## Examination question: where density functionals disagree on isomer energies

**Scales to keep in mind.** One kcal/mol corresponds to about 350 cm⁻¹, and thermal energy RT at room temperature is about 0.6 kcal/mol. Rough recalled stretching wavenumbers are 3000 cm⁻¹ for C-H, 3400 cm⁻¹ for N-H and 2200 cm⁻¹ for Si-H. The table is rounded to 0.1 kcal/mol, so a difference of two entries is uncertain by up to 0.1.

Gas-phase isomer energies from Ansatz 0.2.0: BHLYP-D4, wB97X-V and wB97M-V single points in the def2-TZVPP basis at PBE0-D4/def2-TZVP geometries, with open shells unrestricted. Each isomer is compared with the one that is lowest at PBE0-D4 among those computed with its formula and spin. Zero-point changes are harmonic, at PBE0-D4/def2-TZVP.

| isomer (SMILES) | against | formula | spin multiplicity | point group | bonds gained (+) and lost (-) | BHLYP-D4 (kcal/mol) | wB97X-V (kcal/mol) | wB97M-V (kcal/mol) | zero-point change (kcal/mol) |
| --- | --- | --- | --- | --- | --- | --- | --- | --- | --- |
| C12C3C1C1C2C31 | C=C1C=CC=C1 | C6H6 | 1 | D3h | +6 C-C -3 C=C | 88.8 | 71.3 | 76.3 | -0.2 |
| [CH2]N(C)C | CC[N]C | C3H8N | 2 | Cs | -1 C-C +1 C-N | 5.0 | 3.7 | 3.2 | 0.7 |
| C=CNC=C | C=CC(=C)N | C4H7N | 1 | C2v | -1 C-C +1 C-N +1 H-C -1 H-N | 4.7 | 4.4 | 4.9 | -0.4 |
| CC=C=CN | C=CC(=C)N | C4H7N | 1 | C1 | none | 17.1 | 15.8 | 16.0 | -0.5 |
| C#CCNC | C=CC(=C)N | C4H7N | 1 | C1 | +1 C#C +1 C-N -2 C=C +1 H-C -1 H-N | 31.7 | 29.5 | 30.1 | -0.5 |
| CN=C=C=O | c1cocn1 | C3H3NO | 1 | Cs | +1 C-N -1 C:C -2 C:N -2 C:O +1 C=C +1 C=N +1 C=O | 53.2 | 54.7 | 53.1 | -3.2 |
| C=CN(C)[SiH3] | CC(C)[Si]N | C3H9NSi | 1 | C1 | -2 C-C +2 C-N +1 C=C -1 H-C -2 H-N -1 Si-C +3 Si-H | 6.6 | 8.0 | 11.4 | -4.6 |
| C[Si]N(C)C | CC(C)[Si]N | C3H9NSi | 1 | Cs | -2 C-C +2 C-N +2 H-C -2 H-N | 10.1 | 10.3 | 11.0 | -0.6 |
| CCC(=N)[SiH3] | CC(C)[Si]N | C3H9NSi | 1 | C1 | +1 C=N -2 H-C -1 H-N +3 Si-H -1 Si-N | 16.5 | 15.3 | 19.2 | -4.8 |
| C=C[SiH2]CN | CC(C)[Si]N | C3H9NSi | 1 | C1 | -2 C-C +1 C-N +1 C=C -2 H-C +1 Si-C +2 Si-H -1 Si-N | 18.6 | 18.7 | 21.4 | -3.7 |

The three energy columns are electronic energies of the isomer minus its partner in the column "against", without zero-point, thermal or spin-orbit terms. The zero-point change is the harmonic zero-point energy of the isomer minus that of the partner, to be added to any of the three. In the SMILES and bond lists, = is a double bond, # a triple bond and : an aromatic bond; hydrogens outside brackets are implicit, so [Si] is a divalent silicon with no hydrogen (a silylene), and [CH2] and [N] are radical centres. A multiple bond counts as one bond, so the sum of a bond list is the change in the number of σ bonds.

**(a)** In which rows do the three hybrid functionals disagree seriously, and what does a disagreement prove?

**(b)** Explain the largest disagreement. Can the dispersion correction be responsible? Can the disagreement be turned into a correction per bond?

**(c)** Describe and explain the pattern among the C₃H₉NSi isomers.

**(d)** Estimate the zero-point change of C=CN(C)[SiH3] from stretching wavenumbers, and decide whether this molecule lies below or above C[Si]N(C)C.

## Model answer

### (a) Three sizes of disagreement

Let the spread be the highest minus the lowest of the three energies in a row. It comes in three sizes. Where the numbers of σ and π bonds are both unchanged (five rows) it is 0.5 to 2.2 kcal/mol. Where a silylene becomes tetravalent silicon (three rows) it is 2.8 to 4.8. Where three π bonds become three σ bonds of a strained cage (prismane) it is 17.5, which is 3.6 times the next largest. One row breaks the link with bond counts: opening oxazole to CN=C=C=O trades one σ bond for one π bond, yet spreads by only 1.6.

A spread s proves that at least one functional is wrong by s/2 or more, since the true value cannot lie closer than that to both extremes. For prismane this is nearly 9 kcal/mol. It does not say which functional errs, and a small spread does not prove accuracy, because the three share basis, geometry, conformer and the single-determinant form.

The likely reason for the pattern is error cancellation, which is argued here and not tested. An approximate functional makes an error on each kind of electron pair, and an isomer energy keeps only the difference of these errors. When both molecules hold similar pairs in similar surroundings, most of the error drops out. When the kind of pair changes, from diffuse π to compact σ or from lone pair to bond, it survives.

The absolute spread is not the whole diagnosis. For the radical [CH2]N(C)C it is only 1.8 kcal/mol, but that is 45 % of the mean of the three energies. Spin contamination of the partner is not the cause: ⟨S²⟩ of the aminyl radical CC[N]C exceeds the pure doublet value 0.75 by only 0.004 to 0.006. The row also swaps a C-C for a C-N bond, so it does not measure the stability of a radical site alone.

### (b) Prismane

The partner is fulvene, not benzene, which lies lower still by roughly 30 kcal/mol (a rough recalled figure). The row is therefore not the height of prismane above the C₆H₆ minimum.

A C-C σ bond is stronger than the π part of a double bond, so the exchange of three π for three σ bonds by itself favours prismane. Against it stands the strain of two three-membered and three four-membered rings, together with the lost conjugation of the triene. The tabulated 71.3 to 88.8 kcal/mol is a difference of larger terms of opposite sign, and each functional weighs them differently.

Theory offers two reasons why a functional built on B88 exchange and LYP correlation, as BHLYP is, should place the cage higher than other functionals do. Gradient-corrected exchange lowers the energy most where the density falls off steeply relative to its size, that is, at the surface of a molecule. An open, planar triene has more such surface than a compact cage, and a strong gradient correction rewards it. In addition, the cage packs nine C-C bonds closely, and the correlation between neighbouring bond pairs at medium range stabilises it; LYP tends to give less of this stabilisation than other semilocal correlation functionals, and the 50 % of exact exchange in BHLYP adds no correlation. Both effects match the sign in the table, where BHLYP-D4 lies 17.5 above wB97X-V and 12.5 above wB97M-V. Their shares are untested here, and the sign does not make BHLYP-D4 the culprit. Only half of its exchange is B88, which halves the first effect, and a range-separated hybrid can err the other way, over-favouring compact σ bonds against π bonds and placing the cage too low. The true value may well lie between the columns, with wB97X-V as far from it as BHLYP-D4 or farther.

The D4 term can be bounded. In the same calculation the whole D4 energy of fulvene is −7.4 kcal/mol. The term is attractive, so even if it vanished in prismane it could raise the isomer energy by 7.4 at most, short of 12.5 by 5.1. The numbers thus exclude that D4 itself pushed prismane up that far. They do not exclude that BHLYP-D4 gives the cage too little attraction compared with the nonlocal VV10 correlation of the other two.

BHLYP-D4 is not the only source of disagreement, since the two wB97 functionals differ by 5.0. By construction they have nearly the same exact exchange (about one sixth at short range, all of it at long range) and the same form of nonlocal correlation. By elimination, their gap points to the semilocal part: wB97M-V is a meta-GGA and uses the kinetic energy density, which lets it tell a region dominated by one orbital from one where several overlap, while wB97X-V sees only the density and its gradient.

A per-bond correction can be tried on the one other row with a σ/π exchange. BHLYP-D4 minus wB97X-V is 17.5/3 = 5.8 per π→σ step, which predicts −5.8 for the oxazole opening; the table gives −1.5. Against wB97M-V the prediction is −4.2 and the table gives +0.1. The offset of BHLYP-D4 does not transfer. The difference wB97M-V minus wB97X-V does: −1.7 predicted, −1.6 found. With two rows this may be a real per-bond effect or a coincidence. Why BHLYP-D4 looks normal for the ring opening can only be guessed: oxazole is aromatic and nearly unstrained, and a large share of exact exchange may penalise the cumulated N=C=C=O chain enough to cancel a bias towards the open form. This row carries a further caution. It is a singlet, the related O=C=C=O has a triplet ground state, and whether the closed-shell singlet is the lowest state here is untested. Agreement among the three columns says nothing on that point.

### (c) Silicon: the outlier changes

The partner CC(C)[Si]N is a closed-shell singlet silylene. Silicon keeps a lone pair of high s character and an empty 3p orbital, which accepts density from the nitrogen lone pair. That donation, and the weakness of Si-H compared with C-H and N-H bonds, are plausible reasons, untested here, why such a divalent form can compete with the tetravalent isomers listed, which all carry a C=C or C=N π bond. It is lowest only among those computed; saturated rings or Si=N isomers of the same formula may lie lower.

C[Si]N(C)C is again an aminosilylene. The silicon environment is kept, errors cancel, and the spread is 0.9 although eight bonds are listed as changed. The number of changed bonds is therefore a poor guide, and the change of valence state a better one.

In the three tetravalent rows wB97M-V is the highest, 2.7 to 3.9 above wB97X-V, while BHLYP-D4 stays within 1.4 of wB97X-V on either side. The functional that stood apart for prismane now sits with wB97X-V. This comparison speaks against the fraction of exact exchange as the controlling variable: BHLYP-D4 and wB97X-V differ widely in it and yet agree to within 1.4, while the two wB97 functionals nearly share it and differ by 2.7 or more. The elimination of part (b) again points to the meta-GGA terms, which have room to treat a localised silicon lone pair differently from the bonds that replace it. Relative to the others, wB97M-V favours the silylene. Whether the offset attaches to the valence change (mean 3.3 per molecule) or to each Si-H bond (1.1 to 1.35 per bond) cannot be decided, because both change together in three rows. Two functionals against one is no verdict; the meta-GGA may be the one nearer the truth.

### (d) Zero-point energy and the order

Each harmonic mode contributes half its wavenumber ν. Keeping only stretches to hydrogen, with Δn the bonds gained or lost,

ΔZPE ≈ ½ Σ Δn·ν.

For C=CN(C)[SiH3] the list gives −1 H-C, −2 H-N, +3 Si-H:

½ (−3000 − 2·3400 + 3·2200) cm⁻¹ = ½ (−3200) cm⁻¹ = −1600 cm⁻¹, and −1600/350 = −4.6 kcal/mol.

The table has −4.6. Nothing was fitted to this or any row. The physics is the softness of the Si-H bond: the reduced mass is close to that of hydrogen in all three bonds, so the lower wavenumber reflects a smaller force constant, worth −1.1 kcal/mol per C-H→Si-H swap and −1.7 per N-H→Si-H swap.

The exact match is partly cancellation among neglected modes, as the other rows show. The estimate is −4.0 against −4.8 for CCC(=N)[SiH3] and −2.3 against −3.7 for C=C[SiH2]CN; Si-H bends are also softer than C-H bends, which has the right sign for these shortfalls. It fails outright for the oxazole opening, 0 against −3.2, where no X-H count changes but stiff ring modes give way to soft chain bends and a methyl torsion.

On electronic energies, C[Si]N(C)C lies above C=CN(C)[SiH3] by 3.5 with BHLYP-D4 and 2.3 with wB97X-V, and below it by 0.4 with wB97M-V. This is the only change of order in the table; it exceeds the rounding but is smaller than RT. The zero-point terms differ by −0.6 − (−4.6) = 4.0, which turns the gaps into 7.5, 6.3 and 3.6. At 0 K and at all three levels the vinylaminosilane is the lower of the two.

The same harmonic PBE0-D4 term is added to each column, so the disagreement is moved and not removed: it was 3.5 − (−0.4) = 3.9 and remains 7.5 − 3.6 = 3.9. The shift also creates new close calls. CCC(=N)[SiH3] is left only 0.8 above C[Si]N(C)C with wB97X-V, and C=CN(C)[SiH3] only 2.0 above the partner with BHLYP-D4, less than the spread of its row. At such margins thermal terms and the use of one conformer, not always the lowest, can decide the order.

## Remarks on the reasoning

Full credit in (a) needs the bound s/2 and the statement that agreement is not accuracy. It is a fault to name wB97M-V or the median as correct, or BHLYP-D4 as the one in error; the table compares functionals only with one another.

In (b) the D4 bound and the failed transfer are shown by numbers, the role of B88 exchange, LYP correlation and the meta-GGA terms is argued, and the account of the oxazole row is a guess. Answers should keep these apart. The shared geometry is a weak candidate for gaps of several kcal/mol in stiff molecules: the wB97M-V single point leaves a force of 0.34 eV/Å on an atom of oxazole, so that structure is not stationary at that level, but the energy cost is second order in the displacement, by a rough estimate no more than a few tenths of a kcal/mol for stiff ring bonds. For prismane and fulvene, where the spread is largest, a similarly small cost is assumed by analogy and not checked here.

For a neighbouring case, the questions to ask before comparing energies are whether π bonds turn into ring σ bonds, whether an atom changes valence state, and whether hydrogens move to silicon or a ring opens to a floppy chain. The first two warn of a spread between functionals, with oxazole as the exception here. The last two warn of a zero-point term of 3 to 5 kcal/mol, which in three rows (CN=C=C=O, CCC(=N)[SiH3], C=C[SiH2]CN) exceeds the spread and so matters more than the choice of functional. A change of ring count alone is no such warning: prismane has three rings more than fulvene and a zero-point change of only −0.2. The C₄H₇N isomers trigger none of these warnings and keep one order at all levels, with or without zero-point terms.

The row-by-row differences and the misfits of the stretch estimate are in the printed output that follows.

Numerical output:

```
kcal/mol; B=BHLYP-D4, X=wB97X-V, M=wB97M-V; rounding: 0.05 per entry, 0.1 per difference
isomer            d(sigma) d(pi) d(Si-H)   B-X   B-M   M-X spread  % of mean
C12C3C1C1C2C31        +3     -3     +0   +17.5 +12.5  +5.0  17.5      22
[CH2]N(C)C            +0     +0     +0    +1.3  +1.8  -0.5   1.8      45
C=CNC=C               +0     +0     +0    +0.3  -0.2  +0.5   0.5      11
CC=C=CN               +0     +0     +0    +1.3  +1.1  +0.2   1.3       8
C#CCNC                +0     +0     +0    +2.2  +1.6  +0.6   2.2       7
CN=C=C=O              -1     +1     +0    -1.5  +0.1  -1.6   1.6       3
C=CN(C)[SiH3]         +0     +1     +3    -1.4  -4.8  +3.4   4.8      55
C[Si]N(C)C            +0     +0     +0    -0.2  -0.9  +0.7   0.9       9
CCC(=N)[SiH3]         +0     +1     +3    +1.2  -2.7  +3.9   3.9      23
C=C[SiH2]CN           +0     +1     +2    -0.1  -2.8  +2.7   2.8      14
5 rows with sigma and pi counts unchanged: spread 0.5 to 2.2, mean 1.3
prismane spread / next largest spread: 3.6
B-X: prismane per pi-to-sigma +5.8; carried to oxazole opening -5.8, found -1.5
B-M: prismane per pi-to-sigma +4.2; carried to oxazole opening -4.2, found +0.1
M-X: prismane per pi-to-sigma +1.7; carried to oxazole opening -1.7, found -1.6
whole D4 term of fulvene -7.4; prismane B-M 12.5, B-X 17.5
tetravalent Si rows, M-X: [3.4 3.9 2.7] mean 3.3; per Si-H [1.13 1.3  1.35]
tetravalent Si rows, M-B: [4.8 2.7 2.8] ; silylene row M-X 0.7, M-B 0.9
stretch estimate per swap: C-H to Si-H -1.1, N-H to Si-H -1.7
isomer               ZPE  estimate  misfit   B+ZPE  X+ZPE  M+ZPE
C12C3C1C1C2C31      -0.2     +0.0    -0.2    88.6   71.1   76.1
[CH2]N(C)C          +0.7     +0.0    +0.7     5.7    4.4    3.9
C=CNC=C             -0.4     -0.6    +0.2     4.3    4.0    4.5
CC=C=CN             -0.5     +0.0    -0.5    16.6   15.3   15.5
C#CCNC              -0.5     -0.6    +0.1    31.2   29.0   29.6
CN=C=C=O            -3.2     +0.0    -3.2    50.0   51.5   49.9
C=CN(C)[SiH3]       -4.6     -4.6    -0.0     2.0    3.4    6.8
C[Si]N(C)C          -0.6     -1.1    +0.5     9.5    9.7   10.4
CCC(=N)[SiH3]       -4.8     -4.0    -0.8    11.7   10.5   14.4
C=C[SiH2]CN         -3.7     -2.3    -1.4    14.9   15.0   17.7
largest ZPE misfit: CN=C=C=O -3.2; ZPE per Si-H [-1.5 -1.6 -1.8]
rows with |ZPE| above the functional spread: CN=C=C=O, CCC(=N)[SiH3], C=C[SiH2]CN
C[Si]N(C)C minus C=CN(C)[SiH3] (B, X, M): electronic [ 3.5  2.3 -0.4] with ZPE [7.5 6.3 3.6]
CCC(=N)[SiH3] minus C[Si]N(C)C (B, X, M): electronic [6.4 5.  8.2] with ZPE [2.2 0.8 4. ]
C4H7N: distinct orders over 3 levels: electronic 1, with ZPE 1
C3H9NSi: distinct orders over 3 levels: electronic 2, with ZPE 1
smallest energy above the partner: electronic 3.2, with ZPE 2.0
aminyl partner, <S^2> excess over 0.75 (B, X, M): [0.006 0.004 0.004]
largest residual atomic force in oxazole single point: 0.34 eV/A
```
